**Q:** I have a measured cell of TiAl, and I want to know what squeezing or stretching does to it. I assumed that the calculated pressure at the measured volume would be zero. Is it?

**A:** Not quite. The column V/V(given) is the volume divided by that of your measured cell, so your cell is the row at 1.00.

TiAl (P4/mmm, 2 atoms), measured COD cell scaled at fixed shape: Ansatz 0.2.0, PBE, scalar-relativistic, no spin polarization, 12 × 12 × 8 k points, Fermi-Dirac smearing 0.05 eV. All-electron LAPW: basis error target 1 meV/atom; PAW: default frozen-core files, 420 eV cutoff. Pressure is positive in compression; Vzz is the field gradient largest in size among the nuclei.

```tsv
V/V(given)	volume (Å³/atom)	pressure, LAPW (GPa)	energy above the lowest row, LAPW (meV/atom)	largest Vzz, PAW (1e21 V/m^2)
0.9405	15.37	6.90	17.4	2.56
0.9800	16.01	1.57	0.7	2.61
1.0000	16.34	-0.76	0.0	2.62
1.0200	16.67	-2.87	3.7	2.64
1.0600	17.32	-6.50	23.0	2.68
```

At that row the pressure is -0.76 GPa. A negative pressure means that the crystal has to be held open, because left alone it would shrink. In the row at 0.98 the sign is already positive, and the crystal pushes outward. A straight line between these two rows puts zero pressure at 0.9935 of your volume.

**Q:** So the functional gets the volume wrong by about 0.7 per cent?

**A:** I would not blame the functional yet. The calculation holds the nuclei still, whereas in a real crystal they vibrate, even at the lowest temperatures. In an ordinary metal like this one, zero-point motion and heat both enlarge the cell. A static calculation should therefore come out somewhat smaller than a measurement, and only what is left after that correction can belong to the functional. Even that remainder may owe something to the composition of the measured sample and to the conditions of the measurement.

**Q:** Yet the row at 1.00 has the lowest energy in the table. How can it be under tension?

**A:** It is the lowest of five rows, and the bottom of the curve lies between two of them. Pressure is the downhill slope of energy $E$ against volume $V$:

$$P=-\frac{dE}{dV}.$$

Near the bottom the slope grows in proportion to the distance from the minimum, but the energy grows only with its square. A small displacement thus shows up clearly in the pressure and hardly at all in the energy. From its pressure and its distance to the zero, the row at 1.00 lies only about 0.25 meV/atom above the bottom.

The same flatness explains why the row at 0.98 costs a mere 0.7 meV/atom although it is under 1.57 GPa. That difference lies below the 1 meV/atom target set for the basis, but the run at 0.98 estimates its actual basis error at only about 0.09 meV/atom, so the difference is resolved. A smooth curve through all five energies puts the minimum where the pressure changes sign. Picking the lowest row does not.

**Q:** Do the energies and pressures really tell the same story?

**A:** Take the last two rows. The energy rises by $23.0-3.7=19.3$ meV/atom while the volume grows by about 0.65 Å$^3$/atom. Since 1 eV/Å$^3$ is about 160 GPa, the slope corresponds to a pressure of roughly -4.7 GPa. The mean of the two pressures in the table is also about -4.7 GPa.

Over the widest step on the compressed side the two differ by about 0.1 GPa. There the pressure curve bends most, and the mean of its end points lies a little above its true average. The agreement shows that the columns are consistent with each other. It does not yet say why the energy has a minimum.

**Q:** Then why does it? What pushes, and what pulls?

**A:** The push comes from the kinetic energy of the electrons. Confining an electron to less room makes its wave function vary more steeply, and a steeper wave function carries more kinetic energy. Compression also forces the electron clouds of neighbouring atoms into each other, and the Pauli principle makes them steeper still. Expansion relieves both, so the kinetic energy favours a larger cell.

The pull comes from attraction. In a smaller cell the valence electrons are on average closer to several nuclei at once, and the electrostatic energy falls. Exchange and correlation, by which electrons keep out of each other's way, also lower the energy more when the electrons are dense. These terms favour a smaller cell.

**Q:** Can you see this contest in the calculation, or is it only a picture?

**A:** It can be put in numbers. The same all-electron runs give the energy in parts, and the change of each part divided by the change of volume has the unit of a pressure. Between 0.9405 and 0.98 the kinetic energy pushes outward with 364 GPa, while electrostatics together with exchange and correlation pulls inward with 360 GPa. What you would read on a gauge is the small remainder, about 4 GPa.

Between 1.00 and 1.02 the push has dropped to 319 GPa and the pull to 321 GPa. Both have weakened, but the push has weakened more, and the balance has tipped to the other side. That is the change of sign in the pressure column.

This split is not independent evidence. For electrons and nuclei held by Coulomb forces the virial theorem gives $3PV=T+E$ for the kinetic energy $T$, so the push $-dT/dV$ is tied to $3B-4P$, with $B$ the bulk modulus defined below. From the pressures alone this gives 372 and 327 GPa for the two steps, within about 3 per cent of the values above. The push is thus roughly three times the stiffness of the crystal.

**Q:** Why should the push weaken faster than the pull?

**A:** The reason lies in how the two energies depend on length. If a cloud of electrons is stretched uniformly, its kinetic energy falls as the inverse square of its size, whereas Coulomb energies fall only as the inverse of the size. The kinetic term is therefore the steeper one: it wins at short distances and loses at long ones. This argument gives the order of the two changes and not their size, because the inner shells of a real atom do not stretch with the cell.

**Q:** I also notice that the pressure changes less per step as the cell grows. Does something happen to the metal on the expanded side?

**A:** Nothing in the results points to a change of state; all five rows are the same metal with strongly overlapping bands. What you see is ordinary softening. The measure is the bulk modulus,

$$B=-V\frac{dP}{dV},$$

which I take here from the pressures and the logarithms of the volumes of neighbouring rows. It falls from 130 GPa over the most compressed step to 94 GPa over the most expanded one.

Most of this follows from the same dependence on length. A push and a pull that both fall off as powers of the cell size flatten out as the atoms move apart, and the balance between them tips more slowly. The quickly fading tails of overlapping electron clouds may add to the softening, but these results do not separate that part. For use in a process model, the stiffness of this crystal rises by about 4 GPa for each GPa of added pressure, within the range of the table.

**Q:** But then the compressed side ought to cost more energy. The row at 1.06 lies higher than the row at 0.9405.

**A:** It lies higher because it is farther from the minimum. Measured from the volume of zero pressure, that row is expanded by 6.7 per cent, while the other is compressed by only 5.3 per cent. For a fair comparison, divide each energy above the minimum by the square of its volume change in per cent. This gives 0.62 meV/atom on the compressed side and 0.52 on the expanded side, so squeezing is indeed the more expensive direction.

**Q:** My samples are free to change shape as well as volume. Does that spoil the numbers?

**A:** It matters a little for the shape and hardly for the stiffness. In these runs the ratio of the cell edges was held, and the pressure is an average over directions. In every row the compressive stress along the long axis $c$ exceeds that in the plane by 0.4 to 0.5 GPa. A free crystal at this level of theory would therefore become slightly longer along $c$ relative to its width.

That excess stays nearly the same while the mean pressure changes by more than 13 GPa. Uniform scaling thus loads the plane and the $c$ axis almost equally, and letting the shape go would change the bulk modulus very little. This says nothing about shear.

**Q:** Now the last column. We measure quadrupole couplings, and I was taught that a field gradient comes from the charges of the surrounding ions. Should it not shrink when they move away?

**A:** For fixed point charges it should, and the size of the effect is easily worked out. The quantity $V_{zz}$ is the largest principal value of the electric field gradient at a nucleus, and the column gives the larger of the two sites. A charge at distance $r$ contributes in proportion to $1/r^3$. If the cell is scaled with its shape held, every $r^3$ grows in proportion to the volume, so

$$V_{zz}\propto\frac{1}{V}.$$

From the smallest to the largest cell this gives a factor of $0.9405/1.06=0.89$, a fall of 11 per cent. The table shows a rise of about 5 per cent, from 2.56 to 2.68 in units of $10^{21}$ V/m$^2$. The rule thus fails in direction and not only in size. A simple repair, in which the inner shells amplify the outer field by a constant factor, does not help, because a constant leaves the dependence on volume as it was.

**Q:** Which nucleus is responsible?

**A:** Titanium has the larger gradient where I can compare the sites, and the column runs smoothly through its values, so it is almost surely titanium in every row. The signs differ: at 1.02 titanium has 2.64 and aluminium -2.29. Between 0.98 and 1.02 its value grows by 1.3 per cent, while that of aluminium becomes weaker by 2.5 per cent. In size the two respond in opposite ways, though with the signs kept both shift in the positive direction. A gradient that merely scaled with the spacing of the neighbours would shrink at both nuclei, and at titanium it does not.

The likely explanation is the atom's own valence charge, though no output here splits the gradient by orbital. Because of the factor $1/r^3$, an electron close to the nucleus counts far more than an ion in the next layer. A slight preference for orbitals lying in the plane over those pointing along $c$, or the reverse, can then outweigh the whole lattice. Bonding sets this preference, and it may well change differently at the two atoms. Per electron, $p$ charge counts more than $d$ charge because it reaches closer to the nucleus, so at titanium a small distortion of the $p$ charge, the $3p$ shell included, can matter as much as a much larger imbalance among the $d$ orbitals.

**Q:** Can I read anything into the uneven steps of that column?

**A:** I would not. The outer steps in volume are about twice as wide as the inner ones, and the smallest change in $V_{zz}$ is a single unit of the last printed digit. In a metal the gradient also shifts with the mesh of k points, since the mesh decides how the partly filled bands are sampled. All rows share one mesh of 12 × 12 × 8 points. Sharing it helps the comparison, but its effect on so small a trend was not tested.

**Q:** So why does the gradient at titanium grow when the crystal is stretched?

**A:** That is the question I cannot settle from these results. My guess is that the $d$ bands become narrower as the atoms separate, and that the electrons are then shared out less evenly among the $d$ orbitals. To test it, one would follow the occupation of each titanium $d$ orbital, and the $p$ and $d$ shares of the gradient, through the same five volumes, on a denser mesh. If the imbalance between in-plane and axial orbitals grows with volume, the guess survives; if it shrinks, the cause must be sought elsewhere, for instance in the $p$ charge at titanium or in the shape of the orbitals near the nucleus.
